Zone-centre vibrations of cubic SrTiO3 (Pm-3m), measured and computed with Ansatz 0.2.0 (harmonic perturbation theory, PBEsol, PAW, plane-wave cutoff 420 eV, 6×6×6 k mesh) at the PBEsol-relaxed cell. Infrared intensities are in (D/Å)²/amu, summed over each degenerate level; "with the field term" marks longitudinal modes. The rows were drawn from a pool: of 90 crystals with a measured lattice constant, 2 whose relaxed edge lies over 5 % from it were taken for other phases and got no table, so the agreement shown is better than for the whole pool.

```
row  computed wavenumber (cm⁻¹)                                 what it is  measured wavenumber (cm⁻¹)                                                   label in the paper, method, sample  temperature of the measurement (K)                         source
  1                         n/a                                        n/a                          90                                        TO1 soft mode (F1u); Raman scattering; powder                                 n/a  arXiv:cond-mat/0612296 (2006)
  2                       155.4            3-fold, infrared intensity 5.52                         n/a                                                                                  n/a                                 n/a                            n/a
  3                         n/a                                        n/a                         170                                               TO2-LO1 band; Raman scattering; powder                                 n/a  arXiv:cond-mat/0612296 (2006)
  4                         n/a                                        n/a                         175                                                                   TO2; Raman; powder                                 300            pmc:10649736 (2023)
  5                         n/a                                        n/a                         175                       TO external mode at Gamma; infrared ellipsometry; bulk crystal                                 300         arXiv:1209.4739 (2012)
  6                       227.5               3-fold, infrared intensity 0                         n/a                                                                                  n/a                                 n/a                            n/a
  7                         n/a                                        n/a                         475                                 LO2 phonon at Gamma; FTIR reflectivity; bulk crystal                                 300            pmc:11150425 (2024)
  8                         n/a                                        n/a                         478                                                             LO3, weak; Raman; powder                                 300            pmc:10649736 (2023)
  9                       533.4            3-fold, infrared intensity 45.6                         n/a                                                                                  n/a                                 n/a                            n/a
 10                         n/a                                        n/a                         539                                                  TO4 (F1u); Raman scattering; powder                                 n/a  arXiv:cond-mat/0612296 (2006)
 11                         n/a                                        n/a                         544  highest TO mode at Gamma (called bending mode); infrared ellipsometry; bulk crystal                                 300         arXiv:1209.4739 (2012)
 12                         n/a                                        n/a                         545                                                                   TO4; Raman; powder                                 300            pmc:10649736 (2023)
 13                         n/a                                        n/a                       546.1                                 TO3 phonon at Gamma; FTIR reflectivity; bulk crystal                                 300            pmc:11150425 (2024)
 14                       762.7  highest mode with the field term, along x                         n/a                                                                                  n/a                                 n/a                            n/a
 15                       762.7  highest mode with the field term, along z                         n/a                                                                                  n/a                                 n/a                            n/a
 16                         n/a                                        n/a                         765  highest LO mode at Gamma, 18O isotopologue; mid-infrared ellipsometry; bulk crystal                                 300         arXiv:1309.1245 (2013)
 17                         n/a                                        n/a                         788                    highest LO mode at Gamma; mid-infrared ellipsometry; bulk crystal                                 300         arXiv:1309.1245 (2013)
 18                         n/a                                        n/a                         790                                                                   LO4; Raman; powder                                 300            pmc:10649736 (2023)
 19                         n/a                                        n/a                         793                                               LO4-A2g band; Raman scattering; powder                                 n/a  arXiv:cond-mat/0612296 (2006)
```

Sizes to remember

In SrTiO3 the electric field of a lattice wave can lift a vibration by several hundred cm⁻¹. The softest polar motion, near 90 cm⁻¹ in the real crystal, supplies about half of the hardest one, near 790 cm⁻¹. The calculation used here, harmonic and with a semilocal density functional, puts the other polar vibrations some 10 to 30 cm⁻¹ too low, but it gets the softest one wrong in kind.

One motion, two frequencies

In a transverse wave (TO) the ions move across the direction of travel, in a longitudinal wave (LO) along it. At long wavelength the springs between neighbouring ions are the same for both. The longitudinal wave, however, piles up positive and negative charge on successive planes. The field between these planes pulls the ions back and so acts as an extra spring.

A vibration without a dipole does not feel this spring. The computed level at 227.5 cm⁻¹ is the example: two oxygen ions of equal effective charge move in opposite directions, and their dipoles cancel. Its infrared intensity is therefore zero.

Which level belongs to which line

The computed 155.4 cm⁻¹ belongs to the transverse lines at 175, and 533.4 to the group around 545. The top longitudinal level, 762.7, is listed for two directions that are equivalent in a cubic crystal. Its partner is the measured 788.

The same calculation also gives a polar level at 86i cm⁻¹, which carries 81 % of the infrared intensity. The i means that the squared frequency is negative: the energy falls when the ions move this way, so the ideal cubic arrangement is not a minimum. This level belongs to the measured soft mode at 90 cm⁻¹. The similar digits are no agreement, because one motion is unstable and the other is stable.

Why the soft motion has so large a dipole

When a titanium ion approaches an oxygen ion, their bond changes and electrons flow along it. The moving ions then produce a dipole as large as if they carried more charge than their formal valences. The calculation gives titanium an effective charge of 7.3 instead of 4, and oxygen −5.8 instead of −2 for motion along the bond. In the soft mode titanium and oxygen move against each other, so these large charges add up to a large dipole.

The spring made by the field

Let Z be the dipole of a vibration per unit of its mass-weighted displacement, V the cell volume, and ε∞ the dielectric constant of the electrons alone. The displacement Q produces a polarisation ZQ/V. In a longitudinal wave this creates a field −4πZQ/(Vε∞), which acts back on the same charge. The squared frequency therefore rises by

A = 4πZ²/(Vε∞)

and a polar vibration that had the field to itself would obey

ω²(LO) = ω²(TO) + A.

Several polar vibrations share one field, so each also pushes the others. Two of them, with raised squares a and b, combine to

ω² = (a + b)/2 ± √[((a − b)/2)² + A₁A₂].

Two limits show what this means. If a and b lie far apart compared with √(A₁A₂), each longitudinal wave keeps the character of its own transverse partner. If a and b coincide, the two motions mix in equal parts: in the upper wave their dipoles add, in the lower one they partly cancel.

The estimate worked out

Take the soft mode and the 533 cm⁻¹ mode. Their intensities are 211.7 and 45.6 (D/Å)²/amu, each summed over three directions. One third of each, divided by 4.80² to pass from debye per ångström to electron charges, gives Z² = 3.06 and 0.659 e²/amu.

With 4πe² = 181 eV Å, V = 5 × 11.78 = 58.9 Å³ and ε∞ = 6.31, the soft mode has

A₁ = 181 × 3.06/(58.9 × 6.31) = 1.49 eV/(Å² amu).

One such unit equals 272 thousand cm⁻² in squared wavenumber, so A₁ is 405 thousand cm⁻². The same steps give A₂ = 87 thousand. In thousands of cm⁻² the raised squares are

a = −7.4 + 405 = 398
b = 284.5 + 87 = 372.

Alone, the two vibrations would thus arrive at 631 and 610 cm⁻¹, almost the same place. The coupling √(405 × 87) = 188 is far larger than half their difference, 13, so they mix thoroughly:

ω² = 385 ± 188 = 573 and 197.

Without rounding along the way, the square roots are 757 and 443 cm⁻¹. This is why the crystal has one longitudinal line near 475 and another near 788. The upper one is not simply the 545 line shifted upwards: in the calculation it is 53 % soft mode and 45 % the 533 mode.

The weak third vibration

The polar level at 155.4 cm⁻¹ has only a small dipole. The field raises it far less than the other two, and the stronger motions above push it back down. Its longitudinal neighbour ends up at 152.5, only 3 cm⁻¹ away. The measured powder band at 170, labelled as TO2 and LO1 together, fits such a close pair. The level itself lies 11 % below the measured 175, the largest relative error among the stable levels, and the present numbers do not show the cause.

With this third vibration included, the estimate gives 446 and 763 cm⁻¹ for the two upper longitudinal waves. The second value equals the tabulated 762.7, as it must, because both rest on the same equations and the same computed charges. That agreement checks the arithmetic; the measured lines are the test. The printed analysis after this text lists these steps.

Why a wrong soft mode does little harm

The computed soft mode has the square −7.4 thousand cm⁻², the measured one +8.1 thousand. Next to the field term of 405 thousand, this difference is about 4 %. Weighted by the 53 % share of the soft mode, it moves the top line by only about 5 cm⁻¹, a fifth of its error. The soft mode's own spring is therefore a minor term for the two upper longitudinal waves, and these come out within 30 cm⁻¹ of measurement although the soft transverse mode is wrong in kind.

The calculation treats the ions as resting on a harmonic energy surface. In the real crystal thermal and quantum motion samples the surface farther out, where it rises again, and this stabilises the soft mode; its frequency therefore depends strongly on temperature, which the table does not give for the line at 90. That is established physics of SrTiO3; the present numbers show only the instability of the static lattice. The size of that instability is uncertain, because the soft mode is very sensitive to cell volume and functional, and the PAW datasets used here were made for PBE, not for PBEsol.

Why the top line is 25 cm⁻¹ too low

Part of the error lies in the springs. If the measured transverse frequencies replace the computed ones, the top line rises by about 9 cm⁻¹. In this harmonic model the rest comes from the field term, either from its total size or from the way it is divided among the vibrations.

A sum rule isolates that term. If the squares of all transverse frequencies are subtracted from those of all longitudinal ones, the springs drop out and only the sum of the A values remains. The measured sum, put together from several samples and including the powder lines at 90 and 170, is 7 % above the computed one; the other rows for the same lines would raise it further. The computed field is thus somewhat too weak.

Too much screening by the electrons is a likely reason. The computed ε∞ is 6.3, whereas measurements give roughly 5.2, and semilocal functionals commonly err in this direction. Yet 5.2 with everything else unchanged would put the top line at 825 cm⁻¹, well above the measured 788. Some other error must work against the first. Nor is a uniformly weak field the whole story: that step strengthens the field by 21 % and lifts the top line by 63 cm⁻¹, so 7 % would lift it by about 21, more than the 16 left once the springs are corrected. The division of the field among the vibrations must differ as well. With ε∞ at 5.2, lowering all effective charges by 6 % would restore the measured sum, but that the computed charges are too large is a guess that no row tests.

Lines that can mislead

The closest number to the computed 762.7 is the measured 765, but that crystal contains the heavy isotope ¹⁸O. Heavier oxygen vibrates more slowly, and the line lies 23 cm⁻¹ below that of the ordinary crystal. The calculation uses natural masses, so 788 is the fair comparison.

The lines at 475 and 478 are one vibration, called LO2 in one source and LO3 in the other. The second comes from Raman scattering on a powder. The ideal cubic perovskite structure forbids first-order Raman scattering, so such bands need broken symmetry or two vibrations at once. The infrared values from bulk crystals are the safer reference.

What the order means for infrared light

Between a transverse line and the next longitudinal line above it the dielectric constant is negative, and light cannot travel through the crystal. SrTiO3 therefore reflects strongly from about 90 to 475 cm⁻¹, with only a narrow break near 170, and again from about 546 to 788. In the gap between 475 and 546 the reflectivity drops, though damping blurs the edges. To judge a related oxide, compare √(A₁A₂) with half the difference between the raised squares a and b: the more the root exceeds it, the more evenly the longitudinal waves mix the transverse ones.

Output of the analysis:

```
share of the soft mode in the infrared intensity, %: 80.56
soft mode alone with its own field, cm-1: 630.7
533 mode alone with its own field, cm-1: 609.7
these two sharing one field, upper, cm-1: 757.1
these two sharing one field, lower, cm-1: 443.1
all three polar modes, highest longitudinal, cm-1: 762.7
all three polar modes, middle longitudinal, cm-1: 446.3
all three polar modes, lowest longitudinal, cm-1: 152.5
share of the soft mode in the highest longitudinal mode, %: 53.34
share of the 533 mode in the highest longitudinal mode, %: 45.11
computed less measured, row 2 less row 5, cm-1: -19.6
computed less measured, row 9 less row 13, cm-1: -12.7
computed less measured, row 14 less row 17, cm-1: -25.3
middle longitudinal estimate less row 7, cm-1: -28.73
rise of the highest longitudinal mode if the measured transverse modes are put in, cm-1: 9.485
measured sum of squared splittings above the computed one, %: 7.075
highest longitudinal mode with eps_inf 5.2 and all else as computed, cm-1: 825.3
cut in all charges that would then restore the measured sum, %: 6.041
drop from row 17 to the 18O sample of row 16, cm-1: 23
```
